A crystal's energy is an average over electron waves of every wave vector $k$, and the k mesh sets how many of them stand in for the whole. A mesh such as 4x4x2 has four divisions along each of the two short directions of the cell and two along the long one. Each error below is relative to a 16x16x6 mesh with the atoms held still, and the force error is the largest change on any atom.

InSe2 (space group P4/nmm, 6 atoms per cell) at fixed geometry, from Ansatz 0.2.0 with PBE and PAW: no spin polarization, 420 eV cutoff, Gaussian smearing of 0.1 eV, Gamma-centred k meshes, reference 16x16x6. Energies are taken to zero smearing; pressures are positive in compression and corrected for the finite cutoff. The force change is the largest over atoms and axes.

```
 k mesh  energy less reference (meV per atom)  pressure less reference (GPa)  largest force change (eV/Å)  pressure (GPa)
  1x1x1                                1133.1                         15.893                        2.736          15.726
  2x2x1                                  94.6                          2.384                        0.295           2.217
  4x4x1                                 -28.2                         -0.140                        0.177          -0.307
  4x4x2                                   7.2                          0.367                        0.095           0.200
  6x6x2                                   1.1                         -0.047                        0.103          -0.214
  6x6x4                                   1.3                         -0.080                        0.119          -0.247
  8x8x4                                  -5.6                          0.019                        0.052          -0.148
10x10x4                                   2.1                          0.063                        0.013          -0.104
12x12x6                                  -1.5                         -0.046                        0.011          -0.213
14x14x6                                   0.2                         -0.001                        0.019          -0.168
```

### First row: why is a single k point so much worse than four?

The 1x1x1 mesh misses the energy by 1133 meV per atom, twelve times the error of the 2x2x1 mesh below it. This isn't only a coarser version of the same calculation, because the electrons are in a different state. At the single point sampled, a gap of 0.95 eV separates filled from empty bands, so the material looks like a semiconductor. Every other mesh, the reference included, finds a metal.

In the metal, the top of one band lies higher in energy than the bottom of the next, but at a different wave vector. Electrons leave the first place and fill the second. One point can't describe such a transfer, since it knows only one place. The error thus joins a wrong filling of the bands to a poor average over them.

Symmetry is expected to force this metal. The cell holds 90 electrons, enough to fill 45 bands, an odd number. The space group has screw axes in the plane. Without spin-orbit coupling, as here, these join the bands in pairs on the side faces of the zone of wave vectors. The last band to be filled then touches the next one there, and no gap can separate them. The single point of the 1x1x1 mesh lies at the centre of the zone, away from those faces, and sees the two bands apart.

The poor average is expected to be the larger part. If the potential is held fixed, an electron that moves lowers the energy by at most the height of that top above that bottom, 2.06 eV on the reference mesh, while the error for the whole cell is 6.8 eV. Wrong filling alone would need more than three electrons per cell to move, each with the largest possible gain.

### Down to 4x4x2: which direction needs the finer mesh?

The plane needs more divisions, because a short edge in real space is a long edge in the space of wave vectors. The long edge of this cell is about 2.5 times the short one, so equal spacing of the points calls for about 2.5 times as many divisions in the plane. The 1x1x1 mesh, which treats both directions alike, fits this, though its wrong band filling also enters: its stress is wrong by 22.9 GPa in the plane and by 1.9 GPa along the long axis.

The bonding may add to this. Symmetry places half of the selenium atoms in flat square nets, with neighbours 2.75 Å apart. Their p orbitals can overlap within the net, and such overlap makes band energies change strongly with the in-plane wave vector. This is a likely contribution, but the bands would have to be resolved by orbital to confirm it.

The long direction still can't be left at one division. Going from 4x4x1 to 4x4x2 raises the energy by 35 meV per atom and turns an error of −28 into one of +7. The negative error breaks no rule: a coarse mesh is an incomplete average, not a restricted trial wave function, so its energy may fall on either side of the converged one.

### The two 6x6 meshes: is an energy error of 1 meV a sign of convergence?

It isn't a sign of convergence here. Both meshes give the energy to about 1 meV per atom, and going from two to four divisions along the long axis changes it by only 0.2 meV. Yet the force on an indium atom is +0.05 eV/Å on 6x6x2 and +0.06 on 6x6x4, where the reference gives −0.06. A relaxation on either mesh would begin by pushing indium the wrong way.

The energy is one sum, in which an excess from some wave vectors can cancel a deficit from others. A force is the downhill slope of that sum as an atom moves, and each wave vector adds its own slope, which needn't follow its share of the energy error. A cancellation in the energy therefore needn't carry over to the force.

### Still at 6x6x4: does a small pressure error mean a correct stress?

Pressure hides errors in the same way, because it averages the stress over three directions. On the 6x6x4 mesh the stress error is +0.08 GPa for each of the two in-plane directions and −0.41 GPa along the long axis. The average is $(2\times0.08-0.41)/3\approx-0.08$ GPa, which looks harmless. Someone who relaxes the shape of the cell would feel the separate errors, not the average.

### At 8x8x4: how can a denser mesh give a worse energy?

The error goes from +1.3 meV per atom on 6x6x4 to −5.6 on 8x8x4, then to +2.1 on 10x10x4. In a metal, filled and empty states meet at the Fermi surface, where the occupation drops from full to empty. A mesh sees this boundary only through the points that happen to lie on either side. Changing the mesh moves the points, and the part of a band counted as filled can come out too large or too small.

A simple estimate shows how coarse this sampling is. Let $\Delta$ be the height of the top of the lower band above the bottom of the next one. Where the next band has its bottom, the lower band lies no higher, so the lower band must vary by at least $\Delta$ between two mesh points. With an even number $N$ of in-plane divisions, those points are at most $N/2$ steps apart, diagonal steps allowed. At least one step $\delta$ on the way must then satisfy

$$\delta \ge \frac{\Delta}{N/2}.$$

For 8x8x4 the calculation gives $\Delta=2.04$ eV, so some step is at least $2.04/4=0.51$ eV. The occupations are smeared over a width of only 0.1 eV. A band can therefore pass from almost full to almost empty between neighbouring points, with nothing sampled in between. Even on the reference mesh the bound is 0.26 eV, still more than twice the smearing width.

The estimate has no adjustable constant, and it explains why a steady approach isn't guaranteed. It doesn't give the sign or size of an energy error, nor does it rank the meshes: the bound is larger for the 6x6 meshes, whose energies are better. It also applies only to the largest step on the path, and the step that crosses the Fermi energy may be smaller.

The Fermi energy, up to which states are filled, is consistent with this picture. Points that favour low-lying states can lower both the Fermi energy and the total energy, though no general rule ties the two, and 8x8x4 has the lowest value of both among the six meshes from 6x6x2 on. Those six even fall in the same order in both quantities, as the output after this text shows. The match has limits, though, and the order breaks once the reference is included. Three of the six have a lower Fermi energy than the reference but a higher total energy, and so do the coarser 2x2x1 and 4x4x2 meshes. Uneven sampling is thus a likely cause, but the match doesn't prove it.

### What would a wider smearing, or a gap, change?

A wider smearing would spread the drop in occupation over more mesh points, so the results should depend less on where the points lie. The price is that electrons are moved into states that should be empty. Correcting the energy to zero smearing removes much of that effect, but not all of it. The table keeps one width throughout, so it can't show where the best compromise lies.

A gap shared by all wave vectors, that is, a range of energies in which no band has a state anywhere, would remove the cause itself if the Fermi energy lay in it. Each band would be entirely full or entirely empty, and the quantity averaged would vary smoothly. Averages of smooth periodic functions settle quickly as points are added. In this space group, and without magnetism, an exchange that keeps the valence, such as gallium for indium or tellurium for selenium, leaves an odd number of bands to fill. It isn't expected to open such a gap, and the irregular approach should return. A gap needs the electron count per cell to become a multiple of four, and if one then opened, a coarser mesh should do for the same accuracy.

### From 10x10x4 down: which digits can be trusted?

On the last three meshes the errors stay within 2.1 meV per atom for the energy, 0.063 GPa for the pressure and 0.02 eV/Å for the forces. Against this reference the energy is good to a few meV per atom, and its tenths carry no meaning. The pressure deserves more caution, because the reference value is itself only −0.17 GPa. An error of 0.06 GPa is more than a third of it. The separate stresses are off by up to 0.11 GPa, and the largest force error, on indium at 14x14x6, is about a third of that force.

The last row looks almost perfect, with 0.2 meV per atom in energy and −0.001 GPa in pressure. Its force error, however, is larger than that of the 12x12x6 mesh above it. Its stress is still off by −0.04 GPa in the plane and +0.08 GPa along the long axis, which cancel in the pressure. A sound test for this metal compares forces and separate stresses over several successive meshes, and doesn't stop at the first small energy difference.

One question stays open. The last two meshes and the reference all have six divisions along the long axis, so an error that comes from this number could be largely shared and so be hidden in the differences. Meshes with more divisions in that direction would test whether the reference has settled along it.

Printed output of the fit:

```
Errors against the reference mesh:
      row  in-plane stress error GPa  stress error along c GPa  Fermi energy shift eV
    1x1x1                      22.87                     1.933                 0.1945
    2x2x1                      4.824                    -2.495                -0.9395
    4x4x1                    0.07921                   -0.5791                -0.4881
    4x4x2                     0.5185                   0.06557                -0.3515
    6x6x2                    0.08388                   -0.3071               -0.02075
    6x6x4                    0.08347                   -0.4082              -0.002897
    8x8x4                    0.00571                    0.0443                -0.1038
  10x10x4                     0.1079                  -0.02685                0.03274
  12x12x6                   -0.09048                   0.04436               -0.08861
  14x14x6                   -0.04087                   0.07824               -0.02456
Energy error of 1x1x1 over that of 2x2x1 (ratio): 11.98
Gap at the single k point of 1x1x1 (eV): 0.9518
Band overlap on the reference mesh (eV): 2.059
Energy change 4x4x1 to 4x4x2 (meV per atom): 35.4
Energy change 6x6x2 to 6x6x4 (meV per atom): 0.2
Energy change 6x6x4 to 8x8x4 (meV per atom): -6.9
Energy change 8x8x4 to 10x10x4 (meV per atom): 7.7
Steps down the table at which the size of the energy error grows (count): 2
Steps at which the size of the pressure error grows (count): 3
Steps at which the force error grows (count): 3
Largest energy error from 10x10x4 on (meV per atom): 2.1
Largest pressure error from 10x10x4 on (GPa): 0.063
Largest force error from 10x10x4 on (eV per angstrom): 0.019
Energy spread of the three densest listed meshes (meV per atom): 3.6
Force on the first In along c on the reference mesh (eV per angstrom): -0.05599
Same force on 6x6x2 (eV per angstrom): 0.04697
Same force on 6x6x4 (eV per angstrom): 0.0633
Pressure on the reference mesh (GPa): -0.167
Least size of the largest band step on 8x8x4 (eV): 0.5089
Least size of the largest band step on 14x14x6 (eV): 0.3029
Least size of the largest band step on the reference mesh (eV): 0.2574
Rank correlation of Fermi energy and energy error from 6x6x2 on: 1
Edge ratio c over a: 2.471
Se to Se distance in the flat net (angstrom): 2.754
```
